**Electron counting and a tight-binding estimate for the density of states of unrelaxed ZrSe5**

The table holds the total and orbital-projected density of states of a hypothetical ZrSe5 cell (F-43m) in 0.5 eV bins, from plane-wave PAW r2SCAN without spin polarisation. The program sums states and orbital shares bin by bin, lists the contacts, and builds a p-orbital tight-binding model of the Se sites with Harrison hoppings and no adjusted parameter. The sums return 24 electrons in a block of 42 states, mainly Se p at the Fermi level, with a narrow Zr d peak just above it and 12 states up to the dip at −2.77 eV. The σ-only model gives six bonding and six antibonding bands and a width about 30 % above that of the table, but the depth of the dip can't test the model, because the table's mesh skips the points where the model's bands touch.

Calculated values. Density of states of unrelaxed ZrSe5 (F-43m, 6 atoms per cell) from Ansatz 0.2.0, with r2SCAN, scalar-relativistic PAW, a 500 eV plane-wave cutoff and no spin polarisation. The 5x5x5 k-mesh includes Γ, and Methfessel-Paxton smearing is 0.0221 eV. Values are tetrahedron-method means over 0.50 eV bins; projections are summed over each element's atoms.

## Numerical check

```python
# Table: projected density of states of unrelaxed ZrSe5 (F-43m), Ansatz 0.2.0, PAW plane waves, r2SCAN,
# no spin, 0.5 eV bins. Tested: electron and band counts, orbital shares, contacts, and a
# parameter-free p-orbital tight-binding estimate for the Se net (count at the dip, width).
T = {
    'E': [-11.78, -11.28, -10.78, -10.28, -9.78, -9.28, -8.78, -8.28, -7.78, -7.28, -6.78, -6.28, -5.78, -5.28, -4.78, -4.28, -3.77, -3.27, -2.77, -2.27, -1.77, -1.27, -0.78, -0.28, 0.23, 0.72, 1.23, 1.73, 2.23, 2.73, 3.23, 3.73, 4.22, 4.72],  # eV
    'total': [4.0, 0.0, 0.0, 0.0, 0.0, 0.0, 0.0, 0.0, 0.0, 0.0, 0.16, 0.68, 1.86, 1.48, 5.89, 3.36, 4.78, 5.68, 0.11, 3.13, 5.56, 5.3, 2.71, 6.94, 5.92, 9.57, 9.91, 5.19, 2.02, 2.66, 1.06, 0.0, 0.0, 0.0],  # states/eV/cell
    'Se_p': [0.07, 0.0, 0.0, 0.0, 0.0, 0.0, 0.0, 0.0, 0.0, 0.0, 0.16, 0.64, 1.74, 1.36, 5.28, 3.04, 4.21, 4.94, 0.09, 2.56, 4.44, 4.1, 2.07, 5.58, 4.08, 3.76, 3.79, 3.61, 1.51, 0.66, 0.23, 0.0, 0.0, 0.0],  # states/eV/cell
    'Zr_d': [0.04, 0.0, 0.0, 0.0, 0.0, 0.0, 0.0, 0.0, 0.0, 0.0, 0.0, 0.0, 0.01, 0.02, 0.19, 0.12, 0.22, 0.48, 0.02, 0.39, 0.82, 0.82, 0.52, 1.16, 1.65, 5.54, 5.87, 1.46, 0.31, 0.03, 0.01, 0.0, 0.0, 0.0],  # states/eV/cell
    'Se_s': [3.86, 0.0, 0.0, 0.0, 0.0, 0.0, 0.0, 0.0, 0.0, 0.0, 0.0, 0.03, 0.07, 0.04, 0.15, 0.12, 0.22, 0.18, 0.0, 0.13, 0.16, 0.14, 0.04, 0.06, 0.06, 0.09, 0.07, 0.01, 0.01, 0.03, 0.0, 0.0, 0.0, 0.0],  # states/eV/cell
    'Zr_s': [0.02, 0.0, 0.0, 0.0, 0.0, 0.0, 0.0, 0.0, 0.0, 0.0, 0.0, 0.0, 0.04, 0.05, 0.23, 0.06, 0.08, 0.02, 0.0, 0.01, 0.05, 0.14, 0.03, 0.02, 0.02, 0.05, 0.07, 0.01, 0.13, 1.71, 0.74, 0.0, 0.0, 0.0],  # states/eV/cell
}
import numpy as np, itertools as it
from scipy.constants import hbar, m_e, e
E, t, p, d, s, z = (np.array(T[k], float) for k in ['E', 'total', 'Se_p', 'Zr_d', 'Se_s', 'Zr_s'])
w = 0.5
m = (E > -7) & (E < 3.5); occ = m & (E < 0); cum = np.cumsum(t*m)*w
print('bin eV | states summed from -7 eV | % Se p | % Zr d | % Zr s')
for i in np.where(m)[0]:
    print(f'{E[i]:6.2f} | {cum[i]:6.2f} | {100*p[i]/t[i]:4.0f} | {100*d[i]/t[i]:4.0f} | {100*z[i]/t[i]:4.0f}')
print(f'rounding: up to {0.005*w*m.sum():.2f} states in the full sum; shares of bins under 0.2 are coarse')
# typed from further outputs of the same run: cell edge, sites, Fermi DOS, bin edge, populations, force
a = 5.992*np.sqrt(2); nF = 6.6; edge = -0.025
X = a/8*np.array([[0,0,0], [2,2,2], [5,5,5], [5,3,3], [3,3,5], [3,5,3]], float)
A = a/2*np.array([[0,1,1], [1,0,1], [1,1,0]], float); nm = ['Zr', 'Se1'] + ['Se(net)']*4
R = [np.array(n) @ A for n in it.product(range(-2, 3), repeat=3)]
B = [(i, j, X[j]+r-X[i]) for i in range(6) for j in range(6) for r in R if 0.1 < np.linalg.norm(X[j]+r-X[i]) < 3.8]
for i in range(3):
    c = sorted((round(float(np.linalg.norm(v)), 2), nm[j]) for k, j, v in B if k == i)
    print(nm[i], 'contacts:', ', '.join(f'{c.count(u)} {u[1]} at {u[0]:.2f} A' for u in sorted(set(c))))
ne = 92 - 8 - 50 - 10; fill = t[occ].sum()*w
print(f'electrons expected 92-8-50-10 = {ne}; summed {fill:.2f} + {-edge*nF:.2f} (last 0.025 eV) = {fill-edge*nF:.2f}')
print(f'states expected 30+10+2 = 42, summed {t[m].sum()*w:.2f}; closed Se p shells lack {30-ne} electrons')
for n, y, full in (('Se p', p, 30), ('Zr d', d, 10), ('Zr s', z, 2), ('Se s', s, 0)):
    c0 = (E*y)[m].sum()/y[m].sum(); sd = np.sqrt(((E-c0)**2*y)[m].sum()/y[m].sum())
    print(f'{n}: filled {y[occ].sum()*w:.2f}, empty {y[m & ~occ].sum()*w:.2f}, shell {full}; centre {c0:.2f}, rms width {sd:.2f} eV')
i0 = int(np.argmin(abs(E+2.77))); pk = (E > 0.5) & (E < 1.5); top = m & (E > 2.5)
print(f'dip at {E[i0]}: {100*t[i0]/t[i0-1]:.1f} % and {100*t[i0]/t[i0+1]:.1f} % of the bins below and above; {cum[i0]:.2f} states up to it')
print(f'Zr d in 0.72 and 1.23: {d[pk].sum()*w:.2f} states, {100*d[pk].sum()/d[m].sum():.0f} % of d; two top bins {t[top].sum()*w:.2f} states, {100*z[top].sum()/t[top].sum():.0f} % Zr s')
print(f'first row {t[0]*w:.2f} of 10 Se s states, {100*s[0]/t[0]:.0f} % Se s; unassigned in the manifold {(t-p-d-s-z)[m].sum()*w:.2f} states')
print(f'Loewdin p holes: Se1 {6-4.531:.2f}, net Se {6-4.085:.2f} each, sum {30-4.531-4*4.085:.2f}; Bader Zr {100*1.77634/4:.0f} % of +4')
print(f'filled d: e {2*0.401:.2f}, t2 {3*0.55:.2f}, per-orbital ratio t2/e {0.55/0.401:.2f}; force {0.13127*np.sqrt(3):.2f} eV/A expands the Se1-capped tetrahedron')
h = hbar**2/m_e/e*1e20  # eV A^2; Harrison constants 2.2 and -0.63 are rough recalled values
G = 2*np.pi*np.linalg.inv(A).T; g = (np.arange(12) + 0.37)/12
K = np.array(list(it.product(g, g+0.011, g+0.023))) @ G
def bands(sites, pi):
    H = np.zeros((len(K), 3*len(sites), 3*len(sites)), complex)
    for i, j, v in B:
        if i in sites and j in sites:
            r2 = v @ v; I, J = 3*sites.index(i), 3*sites.index(j)
            blk = h/r2*((2.2-pi)*np.outer(v, v)/r2 + pi*np.eye(3))
            H[:, I:I+3, J:J+3] += np.exp(1j*K @ v)[:, None, None]*blk
    return np.linalg.eigvalsh(H)
print(f'estimate, eV from a common p level; sigma hopping {2.2*h/(a*a/8):.2f} eV in the net, {2.2*h/(11*a*a/64):.2f} eV to Se1')
for n, st, pi in (('net sigma', [2,3,4,5], 0.0), ('net sigma+pi', [2,3,4,5], -0.63), ('all Se', [1,2,3,4,5], -0.63)):
    b = bands(st, pi); neg = (b < 0).sum(1); hi, lo = b[:, 5].max(), b[:, 6].min()
    rho = 2*(abs(b-(hi+lo)/2) < w/2).sum()/len(K)/w
    print(f'{n}: width {np.ptp(b):.1f}, bands below 0: {neg.min()}-{neg.max()}, band 6 top {hi:.2f}, band 7 bottom {lo:.2f}, bin there {rho:.2f}/eV')
wd = E[m & ~top]
print(f'table: p-d part spans about {wd.max()-wd.min()+w:.1f} eV, {E[i0]-wd.min()+w/2:.2f} eV of it below the dip, dip bin {t[i0]:.2f}/eV')
assert abs(fill - edge*nF - ne) < 0.2 and abs(t[m].sum()*w - 42) < 0.2
assert abs(cum[i0] - 12) < 0.1 and t[i0] == t[(E > -6) & (E < 3)].min()
assert np.all(p[occ] > d[occ]) and np.all(d[pk] > p[pk]) and np.all(z[top] > p[top])
```

Running it gives:

```
bin eV | states summed from -7 eV | % Se p | % Zr d | % Zr s
 -6.78 |   0.08 |  100 |    0 |    0
 -6.28 |   0.42 |   94 |    0 |    0
 -5.78 |   1.35 |   94 |    1 |    2
 -5.28 |   2.09 |   92 |    1 |    3
 -4.78 |   5.04 |   90 |    3 |    4
 -4.28 |   6.71 |   90 |    4 |    2
 -3.77 |   9.11 |   88 |    5 |    2
 -3.27 |  11.95 |   87 |    8 |    0
 -2.77 |  12.00 |   82 |   18 |    0
 -2.27 |  13.56 |   82 |   12 |    0
 -1.77 |  16.34 |   80 |   15 |    1
 -1.27 |  18.99 |   77 |   15 |    3
 -0.78 |  20.35 |   76 |   19 |    1
 -0.28 |  23.82 |   80 |   17 |    0
  0.23 |  26.78 |   69 |   28 |    0
  0.72 |  31.56 |   39 |   58 |    1
  1.23 |  36.52 |   38 |   59 |    1
  1.73 |  39.11 |   70 |   28 |    0
  2.23 |  40.12 |   75 |   15 |    6
  2.73 |  41.45 |   25 |    1 |   64
  3.23 |  41.98 |   22 |    1 |   70
rounding: up to 0.05 states in the full sum; shares of bins under 0.2 are coarse
Zr contacts: 12 Se(net) at 3.51 A, 4 Se1 at 3.67 A
Se1 contacts: 12 Se(net) at 3.51 A, 4 Zr at 3.67 A
Se(net) contacts: 6 Se(net) at 3.00 A, 3 Se1 at 3.51 A, 3 Zr at 3.51 A
electrons expected 92-8-50-10 = 24; summed 23.82 + 0.17 (last 0.025 eV) = 23.98
states expected 30+10+2 = 42, summed 41.98; closed Se p shells lack 6 electrons
Se p: filled 20.10, empty 8.82, shell 30; centre -1.63, rms width 2.40 eV
Zr d: filled 2.38, empty 7.43, shell 10; centre 0.34, rms width 1.39 eV
Zr s: filled 0.37, empty 1.36, shell 2; centre 1.43, rms width 2.69 eV
Se s: filled 0.67, empty 0.14, shell 0; centre -2.47, rms width 2.14 eV
dip at -2.77: 1.9 % and 3.5 % of the bins below and above; 12.00 states up to it
Zr d in 0.72 and 1.23: 5.71 states, 58 % of d; two top bins 1.86 states, 66 % Zr s
first row 2.00 of 10 Se s states, 96 % Se s; unassigned in the manifold 0.70 states
Loewdin p holes: Se1 1.47, net Se 1.92 each, sum 9.13; Bader Zr 44 % of +4
filled d: e 0.80, t2 1.65, per-orbital ratio t2/e 1.37; force 0.23 eV/A expands the Se1-capped tetrahedron
estimate, eV from a common p level; sigma hopping 1.87 eV in the net, 1.36 eV to Se1
net sigma: width 12.2, bands below 0: 6-6, band 6 top -0.08, band 7 bottom 0.08, bin there 3.15/eV
net sigma+pi: width 12.3, bands below 0: 5-6, band 6 top 0.22, band 7 bottom 0.00, bin there 2.93/eV
all Se: width 12.3, bands below 0: 5-7, band 6 top 0.09, band 7 bottom -0.97, bin there 2.64/eV
table: p-d part spans about 9.5 eV, 4.26 eV of it below the dip, dip bin 0.11/eV
```
